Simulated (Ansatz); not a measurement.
Strength of the C–C bond: C2Cl3F3 → CCl2F + CClF2

Species: C2Cl3F3 (1,1,2-trichlorotrifluoroethane) `FC(F)(Cl)C(F)(Cl)Cl`, singlet; CCl2F `F[C](Cl)Cl`, doublet; CClF2 `F[C](F)Cl`, doublet. 

Shapes, held fixed at every level: PBE0-D4/def2-TZVP. Flexible molecules stand in one conformer, not always the lowest. Programs: Ansatz 0.2.0. The zero-point and thermal change to 298 K, harmonic and unscaled (PBE0-D4/def2-TZVP), is -9.8 kJ/mol.

```csv
level,kind,ΔH(298 K) (kJ/mol),less CCSD(T)/CBS estimate
HF/def2-TZVPP,Hartree–Fock,+218.8,-141.1
SPW92/def2-TZVPP,LDA,+387.3,+27.4
r2SCAN0-D4/def2-TZVPP,global hybrid,+312.0,-47.9
wB97M-V/def2-TZVPP,range-separated hybrid,+357.5,-2.4
wB97X-V/def2-TZVPP,range-separated hybrid,+345.0,-14.9
MP2/def2-SVP,perturbation theory,+375.6,+15.7
CCSD(T)/def2-SVP,coupled cluster or CI,+357.1,-2.8
CCSD(T)/CBS estimate,coupled cluster or CI,+359.9,0.0
```

The highest level, CCSD(T)/CBS estimate, gives ΔH(298 K) = +359.9 kJ/mol; the levels span +218.8 to +387.3. The column of differences is taken from that level and isn't an error. Hartree–Fock misses the correlation of the pair that is broken and comes out low. No measured value is set beside it here. Open shells run unrestricted unless RO is named. The CBS estimate extrapolates MP2 from def2-TZVPP and def2-QZVPP and adds CCSD(T) − MP2 in the triple-zeta set, cores frozen.

Breaking the central C–C bond costs +359.9 kJ/mol at the highest level, typical of a strong single bond despite the crowding of halogens around it. Both fragments are σ-type, pyramidal radicals, stabilised only modestly by lone-pair donation from chlorine and fluorine into the half-filled carbon orbital.

The Hartree–Fock deficit probably reflects more than the broken pair: correlation between halogens facing each other across the bond also disappears on separation. Incomplete treatment of this medium-range attraction may also explain why r2SCAN0-D4 falls well below wB97M-V. LDA errs the other way, with its usual overbinding. In the same small basis, MP2 lies above CCSD(T), which suggests that second-order theory exaggerates the correlation gained on bonding. The near agreement of small-basis CCSD(T) with the extrapolated value probably owes much to cancellation between missing correlation and basis-set superposition, so it is no sign of basis-set convergence.

The result doesn't identify the molecule's first thermal or photochemical step, since C–Cl cleavage, the usual weak point of chlorofluorocarbons, was not computed.
